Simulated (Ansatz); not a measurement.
W: energy change per atom and pressure against volume scale

All results are calculated (Ansatz 0.2.0). Plane-wave DFT, scalar-relativistic PAW made under PBE with cores redone for the functional, no dispersion; the given relaxed cell is scaled uniformly, energy at zero smearing counts from the unscaled cell, pressure at the given Fermi-Dirac smearing is positive in compression.

The cell before it is scaled or strained (space group Fm-3m, No. 225):
```
cell vectors (Å)
   0.0000     2.0091     2.0091
   2.0091     0.0000     2.0091
   2.0091     2.0091     0.0000
atoms (fractions of the cell vectors)
W   0.00000  0.00000  0.00000
```

Settings of every row: spin polarised no; functional r2SCAN; wave cutoff 500 eV; smearing width 0.1 eV; k mesh 15x15x15.

Atom starting moment: 0 on all atoms.

Limits: all rows lie far from zero pressure; no spin-orbit coupling, which can matter with elements this heavy; the cell comes from a prototype or a list of computed structures and needn't be the stable phase.

| row | volume scale | V (Å³/atom) | energy change per atom (meV) | pressure (GPa) |
| --- | --- | --- | --- | --- |
| 1 | 0.88 | 14.273 | 259.16 | 48.31 |
| 2 | 0.92 | 14.922 | 105.85 | 28.86 |
| 3 | 0.96 | 15.571 | 23.59 | 12.88 |
| 4 | 1.04 | 16.868 | ? | ? |
| 5 | 1.08 | 17.517 | 89.05 | -19.89 |
| 6 | 1.12 | 18.166 | 185.58 | -27.07 |

Question: what energy change per atom and pressure should row 4 give?

Worked fit of energy change per atom. Take u = (V_r/V)^(2/3) − 1 with V_r = 15.571 Å³ an atom, which is twice the finite (Eulerian) strain; such expansions in the strain, on which the Birch-Murnaghan equation of state is built, carry the rest volume and the bulk modulus. The shown rows have u = 0.05974, 0.02879, 0, -0.07551, -0.09766. Least squares give energy change per atom = 23.697 + 1818.53 × u + 35579.1 × u² meV; a straight line predicts inner rows, each left out in turn, worse (root mean square 94 against 0.37 meV). The rows lie off it by -0.15, 0.31, -0.11, -0.19, 0.15 (root mean square 0.19 meV). Its lowest point lies at u = -0.0256, or V = 16.19 Å³ an atom, and the curvature there gives the bulk modulus at fixed shape and fractions, B = (4/9)(1 + u)² E″(u)/V = 297 GPa. The withheld row has u = -0.05194, so the fit gives 23.697 + 1818.53 × (-0.05194) + 35579.1 × (-0.05194)² = 25.23 meV.

The calculation gave 24.73 meV. The fit lies 0.50 meV (2 % of the value, 0.21 % of the column's range) above it; its largest miss of a shown row is 0.31 meV.

Worked fit of pressure. Take u = (V_r/V)^(2/3) − 1 with V_r = 15.571 Å³ an atom, which is twice the finite (Eulerian) strain; such expansions in the strain, on which the Birch-Murnaghan equation of state is built, carry the rest volume and the bulk modulus. The shown rows have u = 0.05974, 0.02879, 0, -0.07551, -0.09766. Least squares give pressure = 12.878 + 522.87 × u + 1169 × u² GPa; a straight line predicts inner rows, each left out in turn, worse (root mean square 3.1 against 0.06 GPa). The rows lie off it by 0.02, -0.04, 0.00, 0.05, -0.03 (root mean square 0.033 GPa). The pressure vanishes at u = -0.0262, or V = 16.2 Å³ an atom, and there the bulk modulus at fixed shape and fractions is B = −V dP/dV = (2/3)(1 + u) dP/du = 300 GPa. The withheld row has u = -0.05194, so the fit gives 12.878 + 522.87 × (-0.05194) + 1169 × (-0.05194)² = -11.13 GPa.

The calculation gave -11.07 GPa. The fit lies 0.06 GPa (0.08 % of the column's range) below it; its largest miss of a shown row is 0.05 GPa.
